**Hyperfine couplings in a four-membered-ring radical**

The radical is 3,4-dimethylenecyclobutene with the hydrogen removed from ring carbon C3. The ring runs C2, C3, C4, C5, with exocyclic CH$_2$ groups C1 on C2 and C6 on C5. The spin population is the Mulliken share of the unpaired spin on an atom, and the carrier of an H is the carbon it is bonded to. A iso is the isotropic coupling $A_\text{iso}$, and the dipolar entry is the most positive principal value of the traceless part of the hyperfine tensor. All values come from one unrestricted B3LYP run.

Hyperfine couplings (13C, 1H) and Mulliken spin populations of the C6H5 radical (SMILES C=C1[C]=CC1=C, doublet), from PySCF 2.14.0 with density fitting: non-relativistic unrestricted B3LYP/pcH-1, gas phase, GFN2-xTB geometry. Atoms are numbered in SMILES order, hydrogens after the heavy atoms; the largest dipolar part is the most positive principal value.

```csv
atom,bonded to,spin population (e),A iso (MHz),largest dipolar part (MHz),spin on the carrier of an H (e)
C1,C H H,0.013,-3.1,1.1,n/a
C2,C C C,0.008,34.3,22.7,n/a
C3,C C,0.971,412.9,133.7,n/a
C4,C C H,-0.079,16.1,25.1,n/a
C5,C C C,0.106,115.0,10.6,n/a
C6,C H H,-0.041,41.0,11.6,n/a
H7,C,0.001,3.4,3.8,0.013
H8,C,0.006,6.6,5.0,0.013
H9,C,0.006,15.2,11.1,-0.079
H10,C,0.004,5.0,4.0,-0.041
H11,C,0.004,3.7,3.8,-0.041
```

### 1. What does A iso measure?

It measures the spin density $\rho(0)$ at the nucleus itself. In this run A iso equals the Fermi contact term in every row,

$$A_\text{iso}=\frac{2\mu_0}{3h}\,g_e\mu_B\,g_N\mu_N\,\rho(0),$$

with $g_e$, $g_N$ the electron and nuclear g factors and $\mu_B$, $\mu_N$ the two magnetons. For $^1$H the constant is 4470 MHz per atomic unit, so $\rho(0)=0.0034$ at H9 gives 15.2 MHz. This is how the calculation obtains A iso, so it converts units and tests nothing. Of an atom's own functions only the s functions are non-zero at its nucleus, and A iso therefore reports essentially s spin.

The same density gives a proton a coupling 3.98 times that of $^{13}$C. Replacing H by D leaves the density unchanged at fixed geometry and scales both parts by 0.1535, which takes H9 from 15.2 to 2.33 MHz.

### 2. Is this a σ or a π radical?

The molecule is flat to 0.003 Å, and C3 carries a population of 0.971 with A iso of 412.9 MHz. A π orbital vanishes at every nucleus of a flat molecule and produces contact coupling only through spin polarisation, up to roughly a hundred MHz on a carbon that holds a whole π electron, as a rough recalled size. A value about four times larger needs s character in the singly occupied orbital, which is thus an in-plane lobe left where the C–H bond was. Spin contamination is small, with $\langle S^2\rangle=0.762$. The stability of this solution was not tested, so everything below describes this σ state without establishing that it is the lowest.

### 3. How much s and how much p does the lobe have?

A whole electron in carbon 2s would give roughly 3800 MHz of contact coupling, a rough recalled value. The s spin at C3 is then $412.9/3800=0.11$. A whole 2p electron gives a largest dipolar value of roughly 210 MHz, likewise recalled, so the p spin is $133.7/210=0.64$. The lobe is mostly p, with an s share near 0.15.

Coulson's rule for orthogonal hybrids pointing straight along the bonds gives each ring hybrid the s share $\cos\theta/(\cos\theta-1)$ and the outward hybrid the rest. At the ring angle $\theta=95.9^\circ$ this leaves 0.81 for the outward hybrid, about five times the hyperfine estimate. Theory accounts for the failure in two ways. Hybrids in a small ring do not follow the internuclear lines, and the low-lying 2s orbital is better spent on doubly occupied bonds than on a half-filled lobe. The estimate itself is loose, since s and p add to 0.75 against a population near one, but not loose enough to close a gap of this size.

### 4. Which carbons come next, and why not the bonded ones?

C5 is second with 115.0 MHz, although it is not bonded to C3 and lies 2.00 Å away across the ring. The bonded neighbours C2 and C4 have only 34.3 and 16.1 MHz. Even C6, the most distant carbon, exceeds both of them. Distance from the radical centre is therefore not what orders the carbons.

Direction matches the order better, though it does not separate C5 from C6 or C2 from C4. Taking the lobe along the outer bisector of the ring angle, its small back part points at C5 within a degree, and C3, C5 and C6 are almost collinear at 179°, whereas C2 and C4 sit 48° off that axis. The bonds C2–C5 and C4–C5 are both trans to the lobe (torsion 180°), the arrangement in which an in-plane orbital mixes best with a σ bond one step removed. C1 is equally two bonds from C3 but cis, and its coupling is −3.1 MHz. Each coupling also adds spin polarisation to the direct tail of the lobe, and a negative polarisation term on the bonded carbons, most plausibly on C4 with its negative population, would lower their values whatever the alignment; the table does not separate the two parts. The geometry shows the alignment; that it causes the coupling is an overlap argument, and whether overlap across the ring or the trans bonds contribute more is left open, because the four-membered ring supplies both at once.

### 5. Why does the population not predict A iso?

The population adds the spin in s, in-plane p and π functions, while A iso sees the s part. C4 and C6 have negative populations and positive couplings, and C1 has the reverse. For C6 the population is −0.041, yet A iso of 41.0 MHz is what a 2s spin of about +0.011 would give, a conversion that lumps core polarisation in with the valence part and need not match a Mulliken s population.

Standard spin polarisation offers a reading. Exchange draws π electrons of like spin towards C3, which leaves negative π spin on C4 and an alternating pattern along C3=C4–C5=C6, a pattern that fits the signs of these four populations, although they do not separate π from σ spin. The dipolar tensor of C6 runs from −12.4 to +11.6 MHz, while a point spin at C3 would give it only 1.1 MHz and the 0.106 on the adjacent C5 about 2 MHz more, so most of the anisotropy is local p spin. That it consists of positive σ spin and negative π spin on the same atom is a guess, consistent with the shape of the tensor but untested.

### 6. Does the carrier's spin explain the proton couplings?

The McConnell relation $A_\text{iso}=Q\,\rho_C$, with $\rho_C$ the π spin on the carrier and $Q$ negative, describes π radicals. Here all five couplings are positive whatever the sign on the carrier, and H7 and H8 share C1 yet differ by a factor of about two. One $Q$ fitted to the five protons leaves an rms residual of 4.9 MHz, as large as most of the couplings.

The mechanism may still contribute, because polarisation and direct σ delocalisation add. With a rough recalled $Q$ of −65 MHz, and treating the carrier's whole population as π, H9 gets 5.1 MHz from C4 and 10.1 MHz remains. The remainder is positive for every proton and falls with distance from C3, except that H10 and H11, at nearly equal distance, are interchanged.

### 7. Can the proton dipolar parts be had from geometry alone?

A point spin $s$ at distance $r$ gives a largest component $2Ds/r^3$, with $D=\mu_0 g_e\mu_B g_H\mu_N/4\pi h=79.1$ MHz Å$^3$ and nothing fitted. For H9, with all spin placed at C3,

$$\frac{2\times 79.1\times 0.971}{2.25^3}=13.5\ \text{MHz},$$

which is 22 % above the table's 11.1 MHz. For H10 the same formula falls 40 % below the table value. The computed values decay as about $r^{-1.8}$ instead of $r^{-3}$, so the distant protons see spin nearer than C3.

That nearer spin is largely the 0.106 on C5, two bonds from H10 and H11. Summing the tensors of all carbons except the carrier, which is too close to count as a point, brings H7, H10 and H11 within about 1 % of the table and halves the rms relative error from 27 to 13 %. Part of that agreement is luck, since the carrier's real contribution was dropped. H9 shows the cost: it is 24 % too high without C4 and 27 % too low with C4 as a point. The row-by-row errors are in the output after the text.

### 8. Which digits can be trusted?

Rounding of couplings and coordinates affects the dipolar comparison by under 2 %, so the misfits of H8 and H9 belong to the model. The printed tenths of a MHz are exact only for this run. The geometry is semi-empirical and rigid, without vibrational averaging, and the s share at C3, hence its 412.9 MHz, depends on the ring angle. Contact terms also depend on basis and functional, most of all small ones such as that of C1, where contributions of opposite sign may nearly cancel. The dominance of C3 and the lead of C5 over the bonded carbons are the results most likely to survive a change of settings, though none was tried. The factors of 3.4 and 7.1 by which C5 leads are less safe, since they divide by the smaller and more sensitive couplings of C2 and C4. Proton populations of a few thousandths are basis-dependent Mulliken values with one digit.

Printed output of the fit:

```
sum of spin 0.999 e; largest distance from mean flat sheet 0.003 A; ring angle at C3 95.9 deg
contact constant MHz/au: 1H 4470, 13C 1124 (g 1.405 implied by C3), ratio 3.98
H to D factor 0.1535: H9 A iso 15.2 -> 2.33, dipolar 11.1 -> 1.70 MHz
atom  r(C3)/A  angle from back of lobe/deg  rho(0)/au  s spin from A iso  Mulliken  A iso/Mulliken MHz/e
C1    2.61    67  -0.0027 -0.0008   0.013    -238
C2    1.48    48   0.0305  0.0090   0.008    4288
C3    0.00     -   0.3673  0.1087   0.971     425
C4    1.35    48   0.0143  0.0042  -0.079    -204
C5    2.00     0   0.1023  0.0303   0.106    1085
C6    3.32     1   0.0365  0.0108  -0.041   -1000
H7    3.53    57   0.0008  0.0024   0.001    3400
H8    2.99    88   0.0015  0.0046   0.006    1100
H9    2.25    67   0.0034  0.0107   0.006    2533
H10   4.00    12   0.0011  0.0035   0.004    1250
H11   3.97    15   0.0008  0.0026   0.004     925
angle C3-C5-C6 179 deg; A iso ratios C5/C2 3.4, C5/C4 7.1, C5/C3 0.28
torsion lobe-C3-X-Y/deg: C2-C1 0, C2-C5 180, C4-C5 180, C4-H9 0
C3 with rough atomic constants: s 0.11, p 0.64, sum 0.75, p/s 5.9, s share 0.15
Coulson straight-bond s share of outward hybrid 0.81 (0.33 at 120 deg)
carbon dipolar/MHz: most positive, middle, most negative, point dipole at C3
C1      1.1    0.8   -1.9    2.2
C2     22.7   -9.0  -13.7   12.0
C3    133.7  -55.5  -78.2      -
C4     25.1   -0.6  -24.5   15.8
C5     10.6   -2.4   -8.2    4.8
C6     11.6    0.8  -12.4    1.1
McConnell fit Q -144 MHz/e, rms residual 4.9 MHz (A iso rounding 0.05)
H contact/MHz: A iso, A/carrier, fit residual, part from rough Q -65, remainder; H8/H7 1.9
H7     3.4    262    5.3   -0.8    4.2
H8     6.6    508    8.5   -0.8    7.4
H9    15.2   -192    3.9    5.1   10.1
H10    5.0   -122   -0.9    2.7    2.3
H11    3.7    -90   -2.2    2.7    1.0
H dipolar/MHz (constant 79.1 MHz A^3): table | C3 only, all C but carrier, all C (error %) | rounding %
H7     3.8 |   3.5 (  -8)   3.8 (  +0)   5.0 ( +32) | 1.9
H8     5.0 |   5.8 ( +15)   5.9 ( +18)   5.9 ( +18) | 1.7
H9    11.1 |  13.5 ( +22)  13.8 ( +24)   8.1 ( -27) | 1.4
H10    4.0 |   2.4 ( -40)   4.0 (  -1)   4.3 (  +7) | 1.8
H11    3.8 |   2.5 ( -35)   3.8 (  +1)   3.9 (  +3) | 1.8
rms error %: 27, 13, 21; worst rows: H10, H9, H7
slope of log dipolar vs log r(C3) for H: -1.80 (point dipole -3)
```
